**Q:** I computed the lowest triplet and quintet I could find for Cd₂S₂ with PBE-based hybrids, raising the share of exact exchange step by step. Does the quintet come down simply because exact exchange favours parallel spins?

Spin gap of neutral Cd₂S₂, quintet minus triplet, computed with Ansatz 0.2.0 using unrestricted Kohn–Sham PBE with a varying share of exact exchange, the def2-TZVP basis and no dispersion correction. Each state is kept at its own r2SCAN-D4/def2-SVP geometry.

```
exact exchange (%)  spin gap (kJ/mol)
                 0             166.40
                 5             163.90
                10             161.20
                15             158.40
                25             152.20
                35             144.00
                50             121.20
```

**A:** First see what the spin gap compares. It is the energy of the quintet minus that of the triplet, each at its own fixed structure, and the two flat rhombi differ in their bonding. The triplet has an S–S distance of 2.05 Å, which is a bond, whereas the quintet has 3.10 Å, which is not. The Cd–S distances shorten at the same time from about 2.83 to 2.61 Å. The gap is therefore the price of breaking S–S, rebonding to cadmium and unpairing two electrons, all in one.

**Q:** Where do the unpaired electrons of the triplet sit?

**A:** Probably on both elements, if levels are assigned to atoms by their energies. An unpaired α electron pulls down the α levels of the atom it sits on, through exchange. In pure PBE the two S 3s-like levels split between the spins by 0.40 and 0.60 eV, which points to spin on sulfur. The lowest Cd 4d-like level splits by only 0.09 eV, but a Cd 5s electron acts weakly on the compact 4d shell, so the small value does not exclude spin on cadmium. The S–S distance also speaks against a neutral S₂ molecule merely held between two cadmium atoms, since its bond would be clearly shorter. An S₂ unit that has taken some charge from cadmium, with unpaired spin left on both, fits better. Levels of different kinds respond differently to spin, so this is an inference and no measure of the moments.

**Q:** Then why should exact exchange favour the broken structure?

**A:** Theory gives two reasons, and they add. The first concerns the bond. For an electron pair shared between two atoms, the exact exchange hole spreads over both centres, while the PBE hole stays around the electron. That local hole imitates left-right correlation, the tendency of the two electrons to keep to opposite atoms, and so it stabilises the bond. Replacing part of PBE exchange by exact exchange removes part of this help while the correlation functional stays as it was, which penalises the state with the S–S pair.

The second reason is the one you named. Outside the core potentials the triplet has 37 α and 35 β electrons, and going to the quintet turns one β electron into α. It gains 37 same-spin partners and loses 34, a net gain of three exchanging pairs. PBE also contains exchange, so the count sets no size; it is general experience that exact exchange rewards such pairs more than PBE does. Both effects are expected to lower the gap, but since spin and structure change together here, these numbers neither test them one by one nor separate their shares.

**Q:** The sign is then accounted for. What shape should the curve have?

**A:** Let a be the share of exact exchange. For a given set of orbitals the energy is linear in it:

E(a) = E(PBE) + a·(Eₓ,exact − Eₓ,PBE),

where Eₓ,exact and Eₓ,PBE are the two exchange energies of those orbitals. The self-consistent energy is stationary against orbital changes, so dE/da equals the bracket taken at the current orbitals. The slope of the gap is the quintet's bracket minus the triplet's. If the orbitals were frozen, the gap would be a straight line.

The brackets can be read off up to 35 %, because the triplet energies of the same runs, with dispersion removed where a run had it, plus the gap give the quintet energies. Between 0 and 5 % the triplet falls by 2.40 and the quintet by 2.90 kJ/mol per %. The gap slope of −0.50 is the difference of these two larger numbers. It says that exact exchange is more negative than PBE exchange in both states, and more so in the quintet.

**Q:** How well does a straight line do?

**A:** Draw it through the rows at 0 and 15 % alone, with nothing else adjusted:

slope = (158.4 − 166.4)/15 = −0.533 kJ/mol per %

gap(35 %) = 166.4 − 0.533 × 35 = 147.7 kJ/mol

The row at 35 % played no part in the line, and the table gives 144.0 there. The line is thus 3.7 kJ/mol too high, where the rounding of the table to 0.1 kJ/mol allows about 0.2. The gap is already bending downward at this share.

At 5 and 10 % the line is good to 0.2 kJ/mol, close to the rounding. At 25 % it lies 0.9 kJ/mol above the table and at 50 % it lies 18.5 above. Half of the whole fall occurs in the last interval. The slopes, curvatures and misses row by row are in the output that follows this exchange.

**Q:** So up to 15 % the orbitals hardly change?

**A:** They do change, and the near-straightness has another origin. Each set of orbitals defines a straight line in a, and the self-consistent solution takes the lowest of the neighbouring lines. The lower envelope of straight lines bends downward, so the energy of a stable state is concave in a, the more so the harder the change of exchange pushes on its orbitals and the more easily they give way. Around 5, 10 and 15 % the triplet has a curvature near −0.04 kJ/mol per %² and the quintet near −0.05. The numbers show that the gap starts nearly straight because two similar curvatures almost cancel, leaving a remainder of half to twice the rounding uncertainty.

**Q:** Which state spoils the cancellation?

**A:** Around 25 % it is the quintet. The triplet's curvature stays even, at −0.040 against −0.041 one step earlier, and its ⟨S²⟩, the expectation value of total spin squared, stays within 0.03 of the ideal 2 up to 35 %. The quintet's curvature grows in size from −0.049 to −0.060 over the same step. By the envelope argument, the quintet is finding a growing energy gain by rearranging its orbitals as exact exchange rises.

**Q:** What rearrangement, and does it explain 50 %?

**A:** Here I can only guess. Exact exchange removes self-interaction and tends to localise unpaired electrons, and a quintet with four of them spread over two separated sulfurs and two cadmiums may have much room to localise or polarise. That would give a smooth, growing bend. A switch to another quintet solution would give a kink, perhaps already between 25 and 35 %, and rows so widely spaced do not tell the two apart. Both are untested, as is the assumption that the triplet stays on its branch at 50 %; spin moments and orbitals of both states at the three highest shares would decide it.

There is reason for care with the quintet. From 0 to 15 % its highest occupied level lies above its lowest empty one, which is natural when the imposed spin holds an α electron above vacant β levels. From 25 % on the order is normal, as it is in the triplet from 0 to 35 %. Exact exchange usually moves occupied and empty levels apart, so this change of order needs no switch to another state. Nor does the inverted order explain the strong bend, since it is absent where the gap bends most. The triplet solutions were checked for stability only, and either state may not be the lowest of its spin.

**Q:** What may I quote from the series?

**A:** Quote local slopes, since the least-squares value of −0.86 kJ/mol per % lies between a first slope of −0.50 and a last one three times steeper. The positive gap in every row orders these two states only and does not make the triplet the ground state, all the more as the structures come from short searches that may have missed lower isomers. The structures were not reoptimised at each share, which matters most where the functional is furthest from the one that fixed them, a meta-GGA without exact exchange. Spin-orbit coupling and zero-point motion are not included either, so the series measures sensitivity to exact exchange and does not single out a best share. The lasting rule is that exact exchange tends to favour the state with fewer shared pairs and more parallel spins, along a line that stays straight only while both states relax alike.

Numerical output:

```
triplet: S-S 2.05, Cd-S 2.83-2.84, Cd-Cd 5.28 A; off flat by 0.002 A
quintet: S-S 3.10, Cd-S 2.61-2.61, Cd-Cd 4.19 A; off flat by 0.002 A
72 explicit electrons, 37/35 and 38/34: same-spin pairs 1261 and 1264, change +3
gap change 0 to 50 %: -45.2 kJ/mol (-27.2 %); 35 to 50 % holds 50 % of it
least-squares slope -0.860, end-to-end slope -0.904 kJ/mol per %
slopes, kJ/mol per % (gap +- rounding; triplet; quintet = triplet + gap)
  0 to 5 %: -0.50 +- 0.020; -2.40; -2.90
  5 to 10 %: -0.54 +- 0.020; -2.61; -3.15
  10 to 15 %: -0.56 +- 0.020; -2.82; -3.38
  15 to 25 %: -0.62 +- 0.010; -3.13; -3.75
  25 to 35 %: -0.82 +- 0.010; -3.52; -4.34
  35 to 50 %: -1.52 +- 0.007; states not shown
last slope / first slope: 3.0
curvatures, kJ/mol per %^2 (gap +- rounding; triplet; quintet)
  around 5 %: -0.0080 +- 0.0080; -0.0421; -0.0501
  around 10 %: -0.0040 +- 0.0080; -0.0417; -0.0457
  around 15 %: -0.0080 +- 0.0040; -0.0408; -0.0488
  around 25 %: -0.0200 +- 0.0020; -0.0398; -0.0598
  around 35 %: -0.0560 +- 0.0013; states not shown
frozen-orbital line through 0 and 15 %: slope -0.533 kJ/mol per % (-53 kJ/mol per full share)
  0 %: line 166.4, table 166.4, table minus line +0.0 +- 0.1 kJ/mol
  5 %: line 163.7, table 163.9, table minus line +0.2 +- 0.1 kJ/mol
  10 %: line 161.1, table 161.2, table minus line +0.1 +- 0.1 kJ/mol
  15 %: line 158.4, table 158.4, table minus line +0.0 +- 0.1 kJ/mol
  25 %: line 153.1, table 152.2, table minus line -0.9 +- 0.2 kJ/mol
  35 %: line 147.7, table 144.0, table minus line -3.7 +- 0.2 kJ/mol
  50 %: line 139.7, table 121.2, table minus line -18.5 +- 0.3 kJ/mol
triplet: <S^2>, LUMO minus HOMO (eV), spacing of the two empty beta levels (eV)
  0 %: 2.006, 0.24, 0.255
  5 %: 2.008, 0.57, 0.188
  10 %: 2.010, 0.90, 0.121
  15 %: 2.013, 1.23, 0.054
  25 %: 2.019, 1.81, 0.075
  35 %: 2.027, 2.34, 0.201
triplet beta minus alpha level at 0, 5, 10 % (eV)
  S 1s: 0.087, 0.092, 0.097
  S 3s lower: 0.398, 0.433, 0.468
  S 3s upper: 0.597, 0.658, 0.718
  Cd 4s: 0.013, 0.016, 0.019
  Cd 4d lowest: 0.093, 0.095, 0.097
top beta occupied to lowest alpha empty, 0, 5, 10 % (eV): 3.53, 3.93, 4.27
spin gap at 0, 5, 10 % (eV): 1.72, 1.70, 1.67
```
